**Ionisation energies of the 6+ ions from Rb to Xe: subshell steps, relativity and Hund terms**

The table holds ΔSCF ionisation energies from non-relativistic and Dirac-Coulomb Hartree-Fock, averaged over configurations at the radial basis limit, with first-order Breit, QED and recoil parts and NIST values. The program fits nothing. It splits the steps, except those to Zr and Ag, into a proton part and an electron part using the 7+ ions, sizes the relativistic shift by subshell, and applies one parameter-free estimate, the Hund term less the configuration average, with Slater integrals of Nb7+, Pd7+ and Sb7+. Within a subshell the added electron cancels 75–85 % of the proton's gain, and the drops of about 37–38 eV at Tc and I come from the change of subshell. The term shift restores the Ag/Cd break and lowers the mean absolute deviation from NIST over Ru–Sb from 2.05 to 0.51 eV, though those NIST entries are theory values uncertain by 2 eV. I and Xe remain 1.6 and 1.9 eV low at the Dirac level.

Calculated values. Fifth-period 6+ ions, B-spline radial atomic code 1: configuration-averaged Hartree-Fock, non-relativistic (point nucleus) and Dirac-Coulomb (Fermi nucleus), with IE as the difference of two self-consistent energies. Breit, QED and non-relativistic recoil parts are first-order values, not included in the IE columns. NIST values run between ground levels.

## The fit in Python

```python
# Table: ionisation energies (eV) of 6+ ions Rb-Xe, B-spline radial code, Delta-SCF Hartree-Fock, non-relativistic and
# Dirac-Coulomb, configuration averages, beside NIST. Worked out: steps, their proton/electron parts, size of relativity,
# and one parameter-free estimate (Hund term less configuration average) for the gap to NIST.
T = {
    'ion': ['Rb6+', 'Sr6+', 'Zr6+', 'Nb6+', 'Mo6+', 'Tc6+', 'Ru6+', 'Rh6+', 'Pd6+', 'Ag6+', 'Cd6+', 'In6+', 'Sn6+', 'Sb6+', 'Te6+', 'I6+', 'Xe6+'],
    'Z': [37, 38, 40, 41, 42, 43, 44, 45, 46, 47, 48, 49, 50, 51, 52, 53, 54],
    'N': [31, 32, 34, 35, 36, 37, 38, 39, 40, 41, 42, 43, 44, 45, 46, 47, 48],
    'configuration': ['[Ar] 3d10 4s2 4p1', '[Ar] 3d10 4s2 4p2', '[Ar] 3d10 4s2 4p4', '[Ar] 3d10 4s2 4p5', '[Ar] 3d10 4s2 4p6', '[Kr] 4d1', '[Kr] 4d2', '[Kr] 4d3', '[Kr] 4d4', '[Kr] 4d5', '[Kr] 4d6', '[Kr] 4d7', '[Kr] 4d8', '[Kr] 4d9', '[Kr] 4d10', '[Kr] 4d10 5s1', '[Kr] 4d10 5s2'],
    'ion_cfg': ['[Ar] 3d10 4s2', '[Ar] 3d10 4s2 4p1', '[Ar] 3d10 4s2 4p3', '[Ar] 3d10 4s2 4p4', '[Ar] 3d10 4s2 4p5', '[Ar] 3d10 4s2 4p6', '[Kr] 4d1', '[Kr] 4d2', '[Kr] 4d3', '[Kr] 4d4', '[Kr] 4d5', '[Kr] 4d6', '[Kr] 4d7', '[Kr] 4d8', '[Kr] 4d9', '[Kr] 4d10', '[Kr] 4d10 5s1'],
    'ie_nr': [96.9092, 102.339, 113.423, 119.079, 124.811, 88.4523, 92.5149, 96.5569, 100.583, 104.598, 108.604, 112.605, 116.604, 120.602, 124.601, 83.0739, 86.6161],  # eV
    'ie_dirac': [97.3019, 102.777, 113.967, 119.684, 125.483, 87.6561, 91.6762, 95.6734, 99.6525, 103.618, 107.573, 111.52, 115.462, 119.402, 123.34, 85.9728, 89.6908],  # eV
    'rel': [0.3927, 0.4382, 0.5442, 0.6051, 0.6717, -0.7963, -0.8387, -0.8835, -0.9306, -0.9799, -1.031, -1.085, -1.142, -1.2, -1.261, 2.899, 3.075],  # eV
    'breit': [-0.0414, -0.0451, -0.0535, -0.0581, -0.063, 0.00678, 0.00548, 0.00408, 0.00258, 0.000943, -0.000816, -0.00271, -0.00475, -0.00695, -0.00933, -0.0364, -0.0388],  # eV
    'qed': [0.00436, 0.00457, 0.00498, 0.00517, 0.00538, 0.00677, 0.00709, 0.00742, 0.00776, 0.00812, 0.0085, 0.00888, 0.00928, 0.0097, 0.0101, -0.0399, -0.0417],  # eV
    'recoil': [0.0, 0.0, 0.0, 0.0, 0.0, 0.0, 0.0, 0.0, 0.0, 0.0, 0.0, 0.0, 0.0, 0.0, 0.0, 0.0, 0.0],  # eV
    'tab': [98.67, 104.0, 112.0, 119.1, 125.638, 88.0, 93.0, 97.0, 101.0, 106.0, 105.0, 109.0, 112.9, 117.0, 124.2, 87.61, 91.6],  # eV
    'tab_kind': ['semi-empirical', 'theory', 'theory', 'measured', 'semi-empirical', 'theory', 'theory', 'theory', 'theory', 'theory', 'theory', 'theory', 'theory', 'theory', 'measured', 'semi-empirical', 'semi-empirical'],
    'unc': [0.04, 2.0, 2.0, 0.4, 0.025, 2.0, 2.0, 2.0, 2.0, 2.0, 2.0, 2.0, 2.0, 2.0, 0.06, 0.06, 0.5],  # eV
}
import numpy as np
from scipy.constants import physical_constants as pc
Ha = pc['Hartree energy in eV'][0]
ion = list(T['ion']); Z = [int(z) for z in T['Z']]; n = len(Z)
last = [c.split()[-1] for c in T['configuration']]
sh = [t[:2] for t in last]; q = [int(t[2:]) for t in last]
nr, di, rel, br, qe, rc, tab, unc = [np.array(T[k], float) for k in ('ie_nr', 'ie_dirac', 'rel', 'breit', 'qed', 'recoil', 'tab', 'unc')]
ix = {s[:-2]: i for i, s in enumerate(ion)}
# typed from further outputs of the same runs: Dirac IE of 7+ ions (eV), sums of r^2 (bohr^2), 7+ Slater integrals (eV)
ie7 = [130.6149, 119.6418, 131.9977, 138.3, 144.686, 151.1564, 109.7612, 114.3054, 118.8298, None, 127.8349, 132.3219, 136.8019, 141.2771, 145.7495, 150.2206, 104.2639]
rD6 = np.array([12.16655, 13.22291, 14.7111, 15.22092, 15.61292, 16.4272, 17.03873, 17.49275, 17.823, 18.0551, 18.20877, 18.29939, 18.33905, 18.33737, 18.30208, 20.17964, 21.75221])
rD7 = np.array([9.65081, 10.8322, 12.55889, 13.17958, 13.6762, 14.07014, 14.77455, 15.32185, 15.74362, 16.06421, 16.30264, 16.47397, 16.5902, 16.66098, 16.69416, 16.69614, 18.3945])
rN6 = np.array([12.36124, 13.43741, 14.96204, 15.48897, 15.89753, 16.68817, 17.28123, 17.72068, 18.03943, 18.26244, 18.40894, 18.49396, 18.52929, 18.52435, 18.48668, 20.58241, 22.3493])
F2d, F4d, F2p = (11.19823, 13.1978), (7.498291, 8.813328), 11.05136   # Pd7+, Sb7+ (4d5/2); Nb7+ (4p3/2)
sop, sod = (5.166854 - 5.068426) * Ha, (5.277865 - 5.223671) * Ha     # j splitting: 4p of Nb7+, 4d of Sb7+
def term(s, m, z):   # Hund term less configuration average
    if s == '4p':
        return [0, 0, -3, -9, -3, 0, 0][m] * F2p / 25
    if s == '4d':
        F2, F4 = [f[0] + (f[1] - f[0]) * (z - 46) / 5 for f in (F2d, F4d)]
        B, C, p = F2 / 49 - 5 * F4 / 441, 35 * F4 / 441, m * (m - 1) / 2
        b = [0, 0, -8, -15, -21, -35, -35, -43, -50, -56, -70][m]; c = [0, 0, 0, 0, 0, 0, 7, 14, 21, 28, 35][m]
        return (b + 14 * p / 9) * B + (c - 7 * p / 9) * C
    return 0.0
shift = np.array([round(term(sh[i], q[i] - 1, Z[i]) - term(sh[i], q[i], Z[i]), 9) + 0.0 for i in range(n)])
co = di + shift
print('ion shell | Dirac step per Z, proton part, electron part (eV), their ratio | IE7+/IE6+ | r2 lost, r2 nonrel-Dirac (bohr2)')
for i in range(n):
    st = f'{(di[i] - di[i-1]) / (Z[i] - Z[i-1]):+7.2f}' if i else '      -'
    if i and ie7[i] and Z[i] - Z[i-1] == 1:
        P, E = ie7[i] - di[i-1], ie7[i] - di[i]
        pe = f'{P:+6.2f} {-E:+7.2f} {E / P:5.3f}'
    else:
        pe = '     -       -     -'
    ra = f'{ie7[i] / di[i]:5.3f}' if ie7[i] else '    -'
    print(f'{ion[i]:5s}{last[i]:5s}| {st} {pe} | {ra} | {rD6[i] - rD7[i]:5.3f} {rN6[i] - rD6[i]:5.3f}')
print('ion | rel % of IE | nonrel-NIST, Dirac-NIST, term shift, Dirac+shift, that-NIST (eV) | uncertainty, kind')
for i in range(n):
    print(f'{ion[i]:5s}| {100 * rel[i] / nr[i]:+5.2f} | {nr[i] - tab[i]:+5.2f} {di[i] - tab[i]:+5.2f} {shift[i]:+5.2f} {co[i]:7.2f} {co[i] - tab[i]:+5.2f} | {unc[i]:g} {T["tab_kind"][i]}')
d = lambda y, a, b: y[ix[b]] - y[ix[a]]
four = lambda a, b: f'{a}-{b} {d(nr, a, b):+.2f} {d(di, a, b):+.2f} {d(co, a, b):+.2f} {d(tab, a, b):+.2f}'
print('steps eV (nonrel, Dirac, Dirac+shift, NIST): ' + '; '.join(four(*p) for p in (('Mo', 'Tc'), ('Te', 'I'))))
print('steps eV, same order: ' + '; '.join(four(*p) for p in (('Pd', 'Ag'), ('Ag', 'Cd'), ('Cd', 'In'), ('Sb', 'Te'))))
runs = (('Rb', 'Mo'), ('Tc', 'Te'), ('I', 'Xe'))
print('mean eV per Z (nonrel, Dirac): ' + '; '.join(f'{sh[ix[a]]} {d(nr, a, b) / d(Z, a, b):.2f} {d(di, a, b) / d(Z, a, b):.2f}' for a, b in runs))
print('rel part, last/first and end-point power of Z: ' + '; '.join(f'{sh[ix[a]]} {rel[ix[b]] / rel[ix[a]]:.2f} {np.log(rel[ix[b]] / rel[ix[a]]) / np.log(Z[ix[b]] / Z[ix[a]]):.1f}' for a, b in runs))
m = slice(ix['Ru'], ix['Sb'] + 1); e0, e1 = abs(di - tab), abs(co - tab)
print(f'Ru-Sb mean |error| eV: Dirac {e0[m].mean():.2f}, with shift {e1[m].mean():.2f}; worst with shift: Ru-Sb {e1[m].max():.2f}, all rows {ion[e1.argmax()]} {e1.max():.2f}')
print(f'j splitting eV: 4p Nb7+ {sop:.2f}, 4d Sb7+ {sod:.2f}; borrowed: Mo {-sop / 3:+.2f} gives {di[ix["Mo"]] - sop / 3 - tab[ix["Mo"]]:+.2f}, Te {-0.4 * sod:+.2f} gives {di[ix["Te"]] - 0.4 * sod - tab[ix["Te"]]:+.2f} to NIST')
full = di + br + qe + rc - tab
print(f'largest |Breit| {abs(br).max():.3f}, |QED| {abs(qe).max():.3f}, |sum| {abs(br + qe + rc).max():.3f} eV; with them I {full[ix["I"]]:+.2f}, Xe {full[ix["Xe"]]:+.2f} to NIST; IE rounding 0.001 or finer')
assert all((rel[i] < 0) == (sh[i] == '4d') for i in range(n))
assert all((di[i] > di[i-1]) == (sh[i] == sh[i-1]) for i in range(1, n))
assert d(di, 'Ag', 'Cd') > 0 and d(co, 'Ag', 'Cd') < 0 and d(tab, 'Ag', 'Cd') < 0
assert abs(br + qe + rc).max() < 0.1 and e1[m].mean() < e0[m].mean()
```

Running it gives:

```
ion shell | Dirac step per Z, proton part, electron part (eV), their ratio | IE7+/IE6+ | r2 lost, r2 nonrel-Dirac (bohr2)
Rb6+ 4p1  |       -      -       -     - | 1.342 | 2.516 0.195
Sr6+ 4p2  |   +5.48 +22.34  -16.86 0.755 | 1.164 | 2.391 0.214
Zr6+ 4p4  |   +5.59      -       -     - | 1.158 | 2.152 0.251
Nb6+ 4p5  |   +5.72 +24.33  -18.62 0.765 | 1.156 | 2.041 0.268
Mo6+ 4p6  |   +5.80 +25.00  -19.20 0.768 | 1.153 | 1.937 0.285
Tc6+ 4d1  |  -37.83 +25.67  -63.50 2.473 | 1.724 | 2.357 0.261
Ru6+ 4d2  |   +4.02 +22.11  -18.09 0.818 | 1.197 | 2.264 0.242
Rh6+ 4d3  |   +4.00 +22.63  -18.63 0.823 | 1.195 | 2.171 0.228
Pd6+ 4d4  |   +3.98 +23.16  -19.18 0.828 | 1.192 | 2.079 0.216
Ag6+ 4d5  |   +3.97      -       -     - |     - | 1.991 0.207
Cd6+ 4d6  |   +3.95 +24.22  -20.26 0.837 | 1.188 | 1.906 0.200
In6+ 4d7  |   +3.95 +24.75  -20.80 0.841 | 1.187 | 1.825 0.195
Sn6+ 4d8  |   +3.94 +25.28  -21.34 0.844 | 1.185 | 1.749 0.190
Sb6+ 4d9  |   +3.94 +25.82  -21.88 0.847 | 1.183 | 1.676 0.187
Te6+ 4d10 |   +3.94 +26.35  -22.41 0.851 | 1.182 | 1.608 0.185
I6+  5s1  |  -37.37 +26.88  -64.25 2.390 | 1.747 | 3.483 0.403
Xe6+ 5s2  |   +3.72 +18.29  -14.57 0.797 | 1.162 | 3.358 0.597
ion | rel % of IE | nonrel-NIST, Dirac-NIST, term shift, Dirac+shift, that-NIST (eV) | uncertainty, kind
Rb6+ | +0.41 | -1.76 -1.37 +0.00   97.30 -1.37 | 0.04 semi-empirical
Sr6+ | +0.43 | -1.66 -1.22 +1.33  104.10 +0.10 | 2 theory
Zr6+ | +0.48 | +1.42 +1.97 -2.65  111.31 -0.69 | 2 theory
Nb6+ | +0.51 | -0.02 +0.58 -1.33  118.36 -0.74 | 0.4 measured
Mo6+ | +0.54 | -0.83 -0.16 +0.00  125.48 -0.16 | 0.025 semi-empirical
Tc6+ | -0.90 | +0.45 -0.34 +0.00   87.66 -0.34 | 2 theory
Ru6+ | -0.91 | -0.49 -1.32 +1.29   92.96 -0.04 | 2 theory
Rh6+ | -0.92 | -0.44 -1.33 +1.43   97.10 +0.10 | 2 theory
Pd6+ | -0.93 | -0.42 -1.35 +1.58  101.23 +0.23 | 2 theory
Ag6+ | -0.94 | -1.40 -2.38 +3.07  106.69 +0.69 | 2 theory
Cd6+ | -0.95 | +3.60 +2.57 -3.18  104.39 -0.61 | 2 theory
In6+ | -0.96 | +3.61 +2.52 -1.75  109.77 +0.77 | 2 theory
Sn6+ | -0.98 | +3.70 +2.56 -1.69  113.77 +0.87 | 2 theory
Sb6+ | -1.00 | +3.60 +2.40 -1.64  117.77 +0.77 | 2 theory
Te6+ | -1.01 | +0.40 -0.86 +0.00  123.34 -0.86 | 0.06 measured
I6+  | +3.49 | -4.54 -1.64 +0.00   85.97 -1.64 | 0.06 semi-empirical
Xe6+ | +3.55 | -4.98 -1.91 +0.00   89.69 -1.91 | 0.5 semi-empirical
steps eV (nonrel, Dirac, Dirac+shift, NIST): Mo-Tc -36.36 -37.83 -37.83 -37.64; Te-I -41.53 -37.37 -37.37 -36.59
steps eV, same order: Pd-Ag +4.02 +3.97 +5.46 +5.00; Ag-Cd +4.01 +3.95 -2.30 -1.00; Cd-In +4.00 +3.95 +5.38 +4.00; Sb-Te +4.00 +3.94 +5.57 +7.20
mean eV per Z (nonrel, Dirac): 4p 5.58 5.64; 4d 4.02 3.96; 5s 3.54 3.72
rel part, last/first and end-point power of Z: 4p 1.71 4.2; 4d 1.58 2.4; 5s 1.06 3.2
Ru-Sb mean |error| eV: Dirac 2.05, with shift 0.51; worst with shift: Ru-Sb 0.87, all rows Xe6+ 1.91
j splitting eV: 4p Nb7+ 2.68, 4d Sb7+ 1.47; borrowed: Mo -0.89 gives -1.05, Te -0.59 gives -1.45 to NIST
largest |Breit| 0.063, |QED| 0.042, |sum| 0.081 eV; with them I -1.71, Xe -1.99 to NIST; IE rounding 0.001 or finer
```
